Student: I can follow the claim that naphthalene is stabilised by resonance among three Kekulé structures. What I can't accept is a number. The notes give E = Q + 3.370α, and I don't see how drawings of double bonds produce four figures.

Lecturer: They come from a model Hamiltonian, the one Pauling and Wheland used in 1933, so let us state its premises. First, each of the 2N carbons supplies one 2pπ orbital and one electron, and we keep only covalent functions, with every orbital singly occupied. Such a function is Ψ = Â[ΦΘ], where Φ = φ₁(1)φ₂(2)…φ₂N(2N), Θ is a singlet spin function and Â antisymmetrises. The Hamiltonian is spin-free and symmetric in the electrons, so, up to a factor common to all elements,

⟨Ψ_K|H|Ψ_L⟩ = Σ_P ε_P ⟨Φ|H|PΦ⟩ ⟨Θ_K|P Θ_L⟩,

with ε_P the parity of the permutation P, and the overlap is the same sum with H replaced by 1. Second, in the overlap we keep only the identity. Third, in H we keep the identity, whose integral is the Coulomb integral Q, and the single transpositions P_ij of bonded neighbours, all with one exchange integral α. A transposition has ε = −1, so everything reduces to an operator on spins:

H = Q − α Σ_bonds P_ij.

Student: I object already. If the orbitals are orthogonal, the exchange integral is a pure repulsion integral and is positive. Then the triplet lies lower and nothing binds.

Lecturer: That is correct for strictly orthogonal orbitals in a purely covalent space. In the Heitler-London treatment the exchange integral also holds attraction terms proportional to the overlap, and they make it negative. The model keeps their effect in α and drops the overlap from the norm. So α is an effective parameter, α < 0 by premise, to be fixed empirically. For one bond, P = −1 on the singlet and +1 on the triplet, which gives Q + α and Q − α. Since P_ij = 1/2 + 2 s_i·s_j, the model is an antiferromagnetic Heisenberg Hamiltonian. Write E = Q + xα. Then x is an eigenvalue of X = −Σ P_ij, and because α is negative the largest x is the ground state.

Student: And a structure is a spin function?

Lecturer: It is a product of N singlet pairs. These molecules are alternant: the atoms divide into starred and unstarred sets, and every bond joins the two. Fix the phase by writing each pair with the starred atom first, [i,j] = (↑_i↓_j − ↓_i↑_j)/√2. Take the overlap first. Expand a structure into products of ↑ and ↓. There are 2^N terms, each of magnitude 2^(−N/2), and the sign of a term is −1 to the power of the number of starred atoms with spin down. That sign depends on the spin configuration alone and not on the pairing, so a configuration present in two structures contributes +2^(−N) to their overlap.

Student: Then I only have to count shared configurations.

Lecturer: Yes. Lay the pairs of K over the pairs of L. Each atom has one pair from each, so the pairs close into loops, called islands, and a pair common to both is an island of two atoms. A shared configuration must have opposite spins across every pair of either structure, so the spins alternate round each island, in one of two ways. With n islands,

S_KL = 2^(n − N).

Student: The Hamiltonian element must be harder.

Lecturer: It needs one identity. Let i be starred, j unstarred, and e_ij = 1 − P_ij. If L pairs i with j, then e_ij gives 2. Otherwise L holds [i,k][l,j], with k unstarred and l starred. Order the spins as i, j, k, l. Then 2[i,k][l,j] = ↑↓↓↑ − ↑↑↓↓ − ↓↓↑↑ + ↓↑↑↓. The operator e_ij removes the two terms with parallel spins on i and j and turns the other two into ↑↓↓↑ − ↓↑↓↑ + ↓↑↑↓ − ↑↓↑↓, which is 2[i,j][l,k]. So

e_ij [i,k][l,j] = [i,j][l,k].

The result is another structure in the same phase convention, with coefficient +1, and its overlap with K follows from its islands. Suppose i and j lie on one island. Walk round it along L pairs from starred to unstarred: i → k … l → j … back to i. The new pairs close the stretch k…l and the stretch j…i separately, so n rises by one and ⟨e⟩ = 2S. Suppose they lie on different islands. Then the new pairs join the two, n falls by one and ⟨e⟩ = S/2. Since −P = e − 1, each bond contributes +1 if its atoms share an island and −1/2 if not:

H_KL = S_KL [Q + (a − b/2)α],

where a bonds lie within an island and b run between islands.

Student: A bond counts +1 even if neither structure pairs it?

Lecturer: Yes, only the island matters, and the central bond of naphthalene will show it. Now describe a linear acene of r rings as two zigzag chains of 2r + 1 atoms, joined by r + 1 rungs at the odd positions. A chain has an odd number of atoms, so at least one rung is double. Two consecutive double rungs would leave an odd number of chain atoms between them, which cannot pair along the chain. So exactly one rung is double, the rest of the pairing is forced, and there are r + 1 Kekulé structures, labelled k by that rung. The molecule has N = 2r + 1 pairs and 5r + 1 bonds, so one structure has a = 2r + 1, b = 3r and

x₀ = 1 + r/2.

Structures k and l with d = |k − l| differ round the perimeter of the d rings between their rungs. That island has 4d + 2 atoms and replaces 2d + 1 small islands, so n = N − 2d and S = 4^(−d). It contains 5d + 1 bonds, inner rungs included. Outside it lie 2r − 2d common pairs, so a = 2r + 3d + 1 and b = 3r − 3d. Hence a − b/2 = x₀ + 4.5d.

Student: Let me do naphthalene, r = 2. One structure has 5 − 6/2 = 2, so Q + 2α. Call the structure with the central double bond A and the outer two B and C. A with B, and A with C, have d = 1: overlap 1/4 and H = (Q + 6.5α)/4. B with C has d = 2: overlap 1/16, a single island, all eleven bonds count, H = (Q + 11α)/16.

Lecturer: Good. The linear variation method for a non-orthogonal basis requires det(H − ES) = 0. Q cancels, since it multiplies S, and dividing by α leaves 2 − x on the diagonal, (6.5 − x)/4 for AB and AC, and (11 − x)/16 for BC. The mirror plane across the long axis maps starred atoms on starred atoms, so it fixes A and exchanges B and C with no change of sign. In the basis A, B + C the elements are

AA: 2 − x
A,(B + C): (6.5 − x)/2
(B + C),(B + C): 2(2 − x) + (11 − x)/8 = (43 − 17x)/8.

Eight times the determinant is (2 − x)(43 − 17x) − 2(6.5 − x)² = 15x² − 51x + 1.5, so

x² − 3.4x + 0.1 = 0, x = 1.7 ± √2.79 = 3.370 or 0.030.

The odd combination B − C gives 2(2 − x) − (11 − x)/8 = 0, so x = 1.4. The ground state is E = Q + 3.370α. The first row gives c_A/c_B = (6.5 − x)/[2(x − 2)] = 1.142. Define the resonance energy as the lowering below one structure at the same geometry, y|α| with y = x − x₀. Here it is 1.370|α|.

Student: So four figures are real. But why stop at three structures? You chose them because chemists like to draw them.

Lecturer: The figures are exact for the three-structure problem, and only for it. The covalent singlet space of 2N spins has dimension C(2N,N) − C(2N,N−1), the number of states with M_S = 0 less the number with M_S = 1. That is 5 for benzene, 42 for naphthalene and 429 for anthracene. Rumer's non-crossing pairings of atoms placed on a circle form a basis. The omitted structures have long pairs, and the identity shows that they couple directly: e_ij on a single bond of a Kekulé structure produces one. Benzene we can finish by hand. The two Kekulé structures give y = (4.5/4)/(1 + 1/4) = 0.9. Add the three Dewar structures. The island rule gives −x on their diagonal, (3 − x)/2 between Kekulé and Dewar, and (6 − x)/4 between two Dewar or two Kekulé structures. The symmetric sums have elements 6 − 2.5x, 9 − 3x and 9 − 4.5x, whose determinant is 2.25(x² + 2x − 12). So x = √13 − 1 = 2.606 and y = 1.106, of which the Kekulé pair holds 81 per cent.

Student: And naphthalene?

Lecturer: The same operator X, diagonalised numerically in the 42-dimensional singlet space, has largest eigenvalue x = 4.04. That is exact within the model, and it gives y = 2.04. The three Kekulé structures recover 1.37 of it, or 67 per cent. The truncation error of 0.67|α| is about half the size of the effect we computed, so it must be quoted with it.

Student: Then anthracene, with four structures. Here r = 3, x₀ = 7 − 9/2 = 2.5, and with y = x − 2.5 the element is 4^(−d)(4.5d − y).

Lecturer: The double rung is C2–C3, C4a–C9a, C8a–C10a or C6–C7 for k = 1 to 4. The overlaps are 1/4, 1/16 and 1/64 for d = 1, 2, 3, and the brackets hold 4.5, 9 and 13.5. Take the even functions u = 1 + 4 and v = 2 + 3:

uu: 2[−y + (13.5 − y)/64]
vv: 2[−y + (4.5 − y)/4]
uv: 2[(4.5 − y)/4 + (9 − y)/16].

Multiply each by 32 and they become 13.5 − 65y, 72 − 80y and 108 − 20y. The determinant is (13.5 − 65y)(72 − 80y) − (108 − 20y)² = 4800y² − 1440y − 10692. Dividing by 4800,

y² − 0.3y − 2.2275 = 0, y = 0.15 ± 1.5 = 1.65 or −1.35.

For the odd functions 1 − 4 and 2 − 3 the same scaling gives −13.5 − 63y, −72 − 48y and 36 − 12y, hence y² + 2.1y − 0.1125 = 0, whose larger root is 0.052. The ground state is the even one, E = Q + 4.15α, with resonance energy 1.65|α|. The first row at y = 1.65 reads −93.75c_u + 75c_v = 0, so the coefficients stand as 4 : 5 : 5 : 4.

Student: Do I square those for the weights?

Lecturer: Not in a non-orthogonal basis. One common convention, that of Chirgwin and Coulson, is w_k = c_k(Sc)_k / cᵀSc. Here (Sc)₁ = 4 + 5/4 + 5/16 + 4/64 = 5.625 and (Sc)₂ = 1 + 5 + 5/4 + 1/4 = 7.5, the norm is 120, and the weights are 0.1875 for each outer structure and 0.3125 for each inner one. The common assumption of equal weights is thus only rough.

Student: Something looks wrong: 0.9, 1.37, 1.65. The steps shrink, yet a stabilisation energy should grow with the size of the molecule.

Lecturer: That is the main defect, and we can prove it. Put t = 1/4 and c(θ) = Σ_k c_k e^(ikθ). The overlap depends on d alone, so cᵀSc is the average over θ of |c(θ)|² s(θ), with s = Σ_m t^|m| e^(imθ) = (1 − t²)/(1 − 2t cos θ + t²), the sum running over all integers m. The numerator has 4.5|m|t^|m| in place of t^|m|, which is 4.5t ∂s/∂t. Since s > 0, the quotient y cannot exceed the maximum of

4.5t ∂ln s/∂t = 4.5t [(2cos θ − 2t)/(1 − 2t cos θ + t²) − 2t/(1 − t²)].

The derivative of the first fraction with respect to cos θ has numerator 2(1 − t²) > 0, so the maximum is at θ = 0 and equals 9t/(1 − t²) = 2.4. No linear acene gets more than 2.4|α| from its Kekulé structures.

Student: And the full covalent model really does grow?

Lecturer: A trial function shows it. Butadiene has the structures (12)(34) and (14)(23), with elements 1.5 − x, −x and (3 − x)/2, so x² = 3, a gain of √3 − 1.5 = 0.232. Divide a molecule into fragments and multiply their singlet ground states. Each fragment singlet has ⟨s⟩ = 0 on every atom, so a bond between fragments has ⟨P⟩ = 1/2 and contributes −1/2, as in a single structure. Structure k = 1 of an acene contains r disjoint butadiene units, each made of two double bonds joined through a rung, so the exact y is at least 0.232r. At r = 11 that is 2.55, above the Kekulé ceiling. The fraction recovered by the Kekulé structures therefore tends to zero.

Student: Can that bound the error for anthracene, without a 429 by 429 matrix?

Lecturer: From one side. Cut it into a naphthalene unit and a butadiene unit joined by two bonds. The trial value is 4.04 + 1.73 − 1 = 4.77, so the exact y is at least 2.27. The four structures miss at least 0.62|α| and recover at most 73 per cent. This is only a bound, and the true miss is larger, because the trial function allows no correlation across the cut.

Student: Give me kilocalories.

Lecturer: We need α. A typical empirical resonance energy for benzene is about 36 kcal/mol. Setting 1.106|α| equal to it gives |α| = 33 kcal/mol, or 1.43 eV. That value was chosen to reproduce benzene, so benzene tests nothing. With it, the model's four-structure resonance energy of anthracene is 1.65 × 33 = 54 kcal/mol, and the model's full covalent value is at least 2.27 × 33 = 75 kcal/mol. As typical knowledge, the empirical figure for anthracene is a little above 80 kcal/mol, so the four-structure number is too low by roughly a third. The omitted long-pair structures, worth at least 21 kcal/mol in the model, act in the direction of that gap. Don't press the comparison: our quantity is vertical, at equal bond lengths, while an empirical value refers to relaxed double and single bonds and includes σ-frame energy.

Student: Then when may I use the result?

Lecturer: Take the steps in turn. The island rule with the factors +1 and −1/2 is exact for the spin operator, provided every pair and every bond joins a starred to an unstarred atom. Odd rings bring bonds within one set and need a further case. The formula x₀ + 4.5d belongs to linear acenes. The Kekulé truncation is variational within the model, so it always underestimates y: it holds 81 per cent in benzene, 67 in naphthalene, and a vanishing share in long acenes. It is a fair first description of the ground singlet of one to three rings and cannot compare molecules of very different size. The lower roots are only rough guides to excited covalent singlets.

Student: And the premises themselves?

Lecturer: They are the weaker part. With a typical neighbour overlap of about 0.25, the squared overlap dropped from the norm is 0.06 per bond. The ionic structures are a larger omission. For one bond in orthogonal orbitals, let the covalent singlet lie at 0 and the symmetric ionic one at U, coupled by 2τ, where τ is the hopping integral. The ionic weight in the lower root is (1/2)[1 − U/√(U² + 16τ²)], and for an assumed, typical ratio U/|τ| = 1.5, with U the on-site less the neighbour repulsion, it is 0.32. For two atoms this can be folded exactly into α through the singlet-triplet gap 2|α|. In rings an admixture of that size also generates longer-range and cyclic exchange that a single α cannot carry, and a single α ignores the unequal bonds of the acenes. So 3.370 and 4.15 are exact roots of a stated model, while energies in kcal/mol deserve two figures at most, and mainly ionic excited states, charged species and polar substituents lie outside it altogether.